Tuning the mixing fraction to zero curvature of E(N): work against accuracy

Conventions. Hartree atomic units; energies also in eV. Global hybrid E = T + V + E_H + a·E_x^HF + (1−a)·E_x^sl + E_c^sl (sl = semilocal). One spin-orbital φ_H has occupation 0 ≤ f ≤ 1 and density ρ = |φ_H|²; all others are full or empty. Ions are fixed. Curvature C = d²E/df². Exact E(N) is linear between integers, so the target is the root a* of C(a). Janak: dE/df = ε_H, so the mean curvature over the interval is ε_H(f=1) − ε_H(f=0), two SCF runs.

1. Curvature versus a

Frozen orbitals. The density is linear in f, so E_H gives J = (HH|HH). E_x^HF = −½ Σ f_i f_j (ij|ji) over same-spin pairs gives −J. Semilocal terms give same-spin kernel averages ⟨f_x⟩ = ∫∫ρ f_x ρ and ⟨f_c⟩. Kinetic and external terms are linear in f. Hence
C_frozen = (1−a)(J + ⟨f_x⟩) + ⟨f_c⟩, linear in a.

Relaxation. With orbital rotations κ, gradient coupling b = ∂²E/∂f∂κ and Hessian H = ∂²E/∂κ², stationarity gives dκ/df = −H⁻¹b and
C = C_frozen − bᵀH⁻¹b.
At a stable minimum H is positive definite and the added term is ≤ 0. Consequences:
– Hartree-Fock (a = 1, no E_c): C_frozen = 0, so C ≤ 0, concave.
– Semilocal (a = 0): convex only if J outweighs −⟨f_x⟩ − ⟨f_c⟩ and the relaxation. This is the usual case and not a theorem: for one electron in LDA E_x ∝ −f^(4/3), and C → −∞ as f → 0.
– If C(0) > 0 > C(1), continuity gives 0 < a* < 1. b and H depend on a, so the relaxed C is only near-linear.

Dielectric limit. For a host rotation i → v (occupied to empty), b contains (iv|HH) − a(iH|Hv). The first term is the Coulomb field of ρ and polarises the host at long range. The second needs φ_H to overlap both φ_i and φ_v and carries no far field. So the host screens the Hartree term and leaves the exchange self-term bare: C → (γ − a)J with γ = 1/ε∞, and a* → γ for a large orbital. Fixed ions mean ε∞, never the static constant.

2. Solvable model: hole on one O site in MgO

MgO is the tunnel barrier of magnetic memory cells. Inputs: ε∞ = 2.96 (measured, compiled value, Skone 2014), γ = 0.338; the model assumes that the hybrid near a* has this ε∞. Cubic lattice constant ℓ = 7.96 bohr (4.21 Å, typical). Assumed: Gaussian hole density ρ(q) = exp(−q²σ²/2), σ = 1.5 bohr (rms radius 1.37 Å); screening ε⁻¹(q) = 1 − (1−γ)exp(−q²/4μ²), μ = 0.70 bohr⁻¹; LDA exchange kernel on a uniform valence density of 4 electrons per spin per primitive cell, n_σ = 16/ℓ³ = 0.0317 bohr⁻³. From e_x = −(3/4)(6/π)^(1/3) n_σ^(4/3): f_x = −(1/3)(6/π)^(1/3) n_σ^(−2/3) = −4.13 Ha·bohr³.

Definition of the model:
C(a) = ∫d³q/(2π)³ |ρ(q)|² [ (4π/q²)(ε⁻¹(q) − a) + (1−a) f_x ].
With ∫d³q/(2π)³ (4π/q²) exp(−q²s²) = 1/(s√π) and s₂² = σ² + 1/(4μ²), s₂ = 1.661 bohr:
J = 1/(σ√π) = 10.23 eV
W = J − (1−γ)/(s₂√π) = 4.12 eV
F = f_x (4πσ²)^(−3/2) = −0.75 eV
C(a) = (W + F) − aΛ, Λ = J + F = 9.49 eV.
C(0) = +3.37 eV, C(1) = W − J = −6.12 eV, which is the relaxation term. Exact answer of the model:
a* = (W + F)/(J + F) = 0.3551.
Four digits serve only to measure deviations δa from this number. A deviation leaves a curvature Λ|δa|: 0.47 eV for 0.05, 0.095 eV for 0.01, 0.019 eV for 0.002.

3. Four routes and their deviations

Route D (dielectric): set a = γ from a bulk calculation. No polaron is computed. δa = −0.0173, residual curvature 0.16 eV. More work does not lower it; only a larger orbital does. Expansion in 1/σ²:
a* − γ → (1−γ)[1/(8μ²) + f_x/(8π)]/σ² = 0.060 bohr²/σ².
Loss of screening at short range raises a*, semilocal exchange lowers it; the two partly cancel.

Supercell routes. Simple cubic cell, side L = nℓ, volume Ω = L³, 8n³ atoms, Γ point, Hartree G = 0 term removed. Needed: S(s) = (4π/Ω) Σ_{G≠0} exp(−G²s²)/G². Differentiate in s² and apply Poisson summation: dS/d(s²) = 4π/Ω − 4π Σ_R (4πs²)^(−3/2) exp(−R²/4s²). Integrate term by term:
S(s) = 1/(s√π) − α/L + 4πs²/Ω − Σ_{R≠0} erfc(R/2s)/R.
The constant is the Madelung term; one direct evaluation of the G sum gives α = 2.8373. The erfc sum is below 10⁻¹¹ Ha for n ≥ 2 and is dropped, as is the image overlap in F. Screened Hartree part: S(σ) − (1−γ)S(s₂). In exchange the G = 0 kernel is replaced by α/L, so the self-term is S(σ) + α/L = J + 4πσ²/Ω. Result:
C_L(a) = C(a) − γα/L + (4π/Ω)(B − aσ²), B = γσ² − (1−γ)/(4μ²) = 0.422 bohr².
With Λ_L = Λ + 4πσ²/Ω and e = 4π(B − a*σ²), where B − a*σ² = −0.377 bohr²:

Route R (raw root): δa = (−γα/L + e/Ω)/Λ_L → −2.75 bohr/L. At n = 2 the image term γα/L is 1.64 eV.
Route M (monopole-corrected, add γα/L): δa = (e/Ω)/Λ_L → −13.6 bohr³/L³. Needs γ. An input error δγ adds δγ·α/(LΛ_L): factor 0.50 at n = 2, 0.34 at n = 3, falling only as 1/L.
Route X (two cells, no γ): at each a form (L₂C₂ − L₁C₁)/(L₂ − L₁). The 1/L term cancels, and 1/L³ turns into −η with η = (L₁ + L₂)/(L₁²L₂²). So δa = −eη/(Λ − 4πσ²η), of opposite sign to M, and near twice its size for adjacent large cells. SCF noise in C is amplified, at worst, by (L₁ + L₂)/(L₂ − L₁): 5 for n = (2,3), 7 for (3,4).

4. Work and memory

Plane waves. One exchange build loops over same-spin occupied pairs; each pair costs a product, a Poisson solve by FFT and an accumulation, ∝ N_g log₂N_g. For N_c = 4n³ primitive cells with β = 4 bands per spin and g grid points per cell (assumed g = 4096): work ∝ (βN_c)²·gN_c·log₂(gN_c) per spin. Orthogonalisation has the same power without the logarithm and is left out. Orbital storage is βN_c·gN_c numbers per spin.

Supercell root: 2 values of a × 2 occupations × 2 spins = 8 SCF-spin units. The line through two values of a is exact in the model; for a curved C its error is about (C″/2C′)(a₁ − a*)(a₂ − a*), small for a tight bracket. Work = 8 N_c³ log₂(gN_c) in units of β²g, equal iteration counts assumed.

Route D: primitive cell, K k-points, pairs (βK)², each FFT on g points: work ∝ K² log₂g, storage βgK. Assumed: K = 6³ converges ε∞; 3 values of a (iteration a = 1/ε∞(a)) × 2 runs (zero and finite field) × 1 spin. Work = 6K² log₂g. Real orbitals at Γ favour the supercell by up to 2, time reversal favours the mesh by up to 2; both are dropped. Route M is charged the work of D on top. The polaron geometry is taken as available; relaxing it multiplies the work of every supercell.

Scaling laws, logarithms aside:
R: |δa| ∝ N_c^(−1/3), so work ∝ |δa|⁻⁹, memory ∝ |δa|⁻⁶. Halving δa costs 512×.
M, X: |δa| ∝ N_c⁻¹, so work ∝ |δa|⁻³, memory ∝ |δa|⁻². Halving costs 8×.
D: fixed work, fixed floor ∝ σ⁻².
Exchange built from localised orbitals is linear in N_c; for that part the exponents 9 and 3 drop to 3 and 1, and the order R versus M stays.

5. Table

Unit of work and memory: route R at n = 2 (64 atoms, 3.36×10⁷ stored orbital values). Memory is the peak.

route   n      atoms     work      memory   10³·δa
D       –      2         0.75      0.11     −17.3
R       2      64        1         1        −173
R       3      216       42.4      11.4     −115
R       4      512       602       64       −87
R       7      2744      1.0×10⁵   1838     −49
M       2      64        1.75      1        −3.3
M       3      216       43.2      11.4     −1.0
M       4      512       603       64       −0.4
X       2,3    64+216    43.4      11.4     +3.8
X       3,4    216+512   645       64       +1.3

6. Choices

Cheapest for a stated accuracy in a:
– |δa| ≤ 0.05: D, work 0.75. M(2) costs 2.3× more. R first passes at n = 7.
– |δa| ≤ 0.01: M(2), work 1.75, provided |δγ| ≤ 0.013 (ε∞ to 4 %). X(2,3) passes without γ at 25× the work. R needs n = 35, 343000 atoms, work 2.7×10¹¹.
– |δa| ≤ 0.002: M(3), work 43.2, provided |δγ| ≤ 0.003 (ε∞ to 0.9 %), which calls for the functional's own ε∞. X(3,4) costs 15× more, and an assumed noise of 2 meV per curvature adds up to 0.0015, which breaks the limit.

Best inside a budget:
– work ≤ 1: D, 0.017. R(2) fits and is ten times worse.
– work ≤ 10, or memory ≤ 1: M(2), 0.0033.
– work ≤ 50, or memory ≤ 20: M(3), 0.0010. M(3) and X(2,3) cost the same; with δγ of the adverse sign and no noise, X wins once |δγ| > 0.008.
– work ≤ 1000: M(4), 0.0004.
R is dominated at every size: M adds only 0.75 units. A wrong dielectric constant undoes the gain: the static value 9.8 (measured, compiled value, Hong 2013), γ → 0.102, shifts M(2) by −0.12.

7. Terms outside the model

The floor of D, 0.017, is a difference of short-range terms, and omitted terms rival it. Each shift of a* is δC/Λ.
– Cross term between the exchange kernel and the Hartree response. The spin of the hole feels (v + (1−a)f_x)ρ, the other spin vρ, with v = 4π/q². For a non-magnetic host the cross term is (1−a) f_x vχ with vχ = ε⁻¹ − 1, giving δC = (1−a*)|f_x|(1−γ)(4πs₂²)^(−3/2) = 0.23 eV, shift +0.025.
– The same cross term from −a(iH|Hv), if it acts like the contact kernel: a* in place of 1 − a*, shift about +0.014.
– ⟨f_c⟩: typical LDA same-spin value at this density about −0.1⟨f_x⟩, shift +0.008.
– Relaxation of φ_H in its own field: the long-range part goes as (γ − a)² and is negligible near a*.
– ε∞(a): changes the slope Λ, not the root, if γ is the value at a*.
Sum +0.046. The floor of D becomes about 0.06 and the root about 0.40. So D meets 0.05 in the model only; for a small polaron it is a starting value, and M(2) is the first choice that tests it, since a supercell run contains these terms by construction. They leave the 1/L term −γα/L of C_L untouched and alter only the L⁻³ coefficient, so the scaling laws and the order of R, M, X stand.

The model's root is 0.36, and 0.36 to 0.40 with the omitted terms. Fractions tuned on a localised hole in MgO are typically near 1/3; the model lies above that by up to about 20 %. Digits of δa below 0.002 in the table measure cell-size convergence only: a real hole has tails and p-type anisotropy, which change e, and one global a cannot null the curvature of every orbital, because a* − γ varies as σ⁻².